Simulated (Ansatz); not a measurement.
## C2H2P− (SMILES C#C[PH-]): the energy, rung by rung

The species is C2H2P− (5 atoms), meant as a singlet with charge -1. As SMILES, `C#C[PH-]`. The coordinates come from a GFN2-xTB relaxation.

```xyz
5

C    -1.1107   -0.6085   -0.0011
C     0.0255   -0.1991    0.0753
P     1.6912    0.2305    0.2714
H    -2.1126   -0.9174   -0.1007
H     1.5066    1.4946   -0.2449
```

Quantity: the energy change with the P3–H5 bond stretched from 1.378 to 1.722 Å, in eV. The values are calculated.

```json
{"level": "SVWN5/STO-3G (restricted)", "kind": "LDA", "program": "Ansatz", "value (eV)": "0.64", "less FCI/STO-3G": "+0.01", "CPU time (all runs)": "1.5 s"}
{"level": "PBE/STO-3G (restricted)", "kind": "GGA", "program": "Ansatz", "value (eV)": "0.55", "less FCI/STO-3G": "-0.08", "CPU time (all runs)": "2.2 s"}
{"level": "r2SCAN/STO-3G (restricted)", "kind": "meta-GGA", "program": "Ansatz", "value (eV)": "0.64", "less FCI/STO-3G": "+0.01", "CPU time (all runs)": "5.3 s"}
{"level": "BHLYP/STO-3G (restricted)", "kind": "global hybrid", "program": "Ansatz", "value (eV)": "0.81", "less FCI/STO-3G": "+0.18", "CPU time (all runs)": "2.2 s"}
{"level": "HSE06/STO-3G (restricted)", "kind": "range-separated hybrid", "program": "Ansatz", "value (eV)": "0.71", "less FCI/STO-3G": "+0.08", "CPU time (all runs)": "2.7 s"}
{"level": "B2PLYP/STO-3G (restricted)", "kind": "double hybrid", "program": "Ansatz", "value (eV)": "0.71", "less FCI/STO-3G": "+0.08", "CPU time (all runs)": "3 s"}
{"level": "MP2/STO-3G (restricted)", "kind": "perturbation theory", "program": "Ansatz", "value (eV)": "0.77", "less FCI/STO-3G": "+0.14", "CPU time (all runs)": "0.26 s"}
{"level": "CCSDT(Q)/STO-3G (restricted)", "kind": "coupled cluster or CI", "program": "Ansatz", "value (eV)": "0.63", "less FCI/STO-3G": "0.00", "CPU time (all runs)": "0.97 s"}
{"level": "CCSDT/STO-3G (restricted)", "kind": "coupled cluster or CI", "program": "Ansatz", "value (eV)": "0.63", "less FCI/STO-3G": "0.00", "CPU time (all runs)": "0.84 s"}
{"level": "FCI/STO-3G", "kind": "exact in the basis", "program": "Ansatz", "value (eV)": "0.63", "less FCI/STO-3G": "0.00", "CPU time (all runs)": "1.9 min"}
```

FCI/STO-3G is exact within its basis and frozen core, so for wave-function methods in that basis the difference is their error; functionals converge differently with the basis, so for them it is only a difference. Sets without diffuse functions describe the anion poorly. The first shape isn't each level's own minimum. The values span 0.55 to 0.81 eV. All rows use very small basis sets, so even the best lies far from the true value. CPU times are rough (shared hosts, several kinds of processor): they show what a rung costs within a factor of a few.

Stretching the P–H bond costs 0.63 eV at the FCI level, and CCSDT already reproduces this to the printed precision, leaving no visible role for the perturbative quadruples. MP2 gives a stiffer bond, at 0.77 eV. As the bond lengthens, the σ and σ* orbitals approach each other and left-right correlation grows; second-order theory probably recovers too little of that growth.

Among the functionals, the three without exact exchange give the lower costs and the three with it the higher ones. This fits the tendency of restricted exact exchange to penalise stretching, because a single determinant retains too much ionic character in the σ pair. The cost does not simply follow the exchange fraction, however: B2PLYP lies below BHLYP despite its large share of exact exchange, which suggests that its perturbative correlation offsets part of the penalty.

The close agreement within coupled cluster applies to a moderately stretched bond and does not establish similar accuracy towards dissociation, where the restricted reference becomes much less suitable.
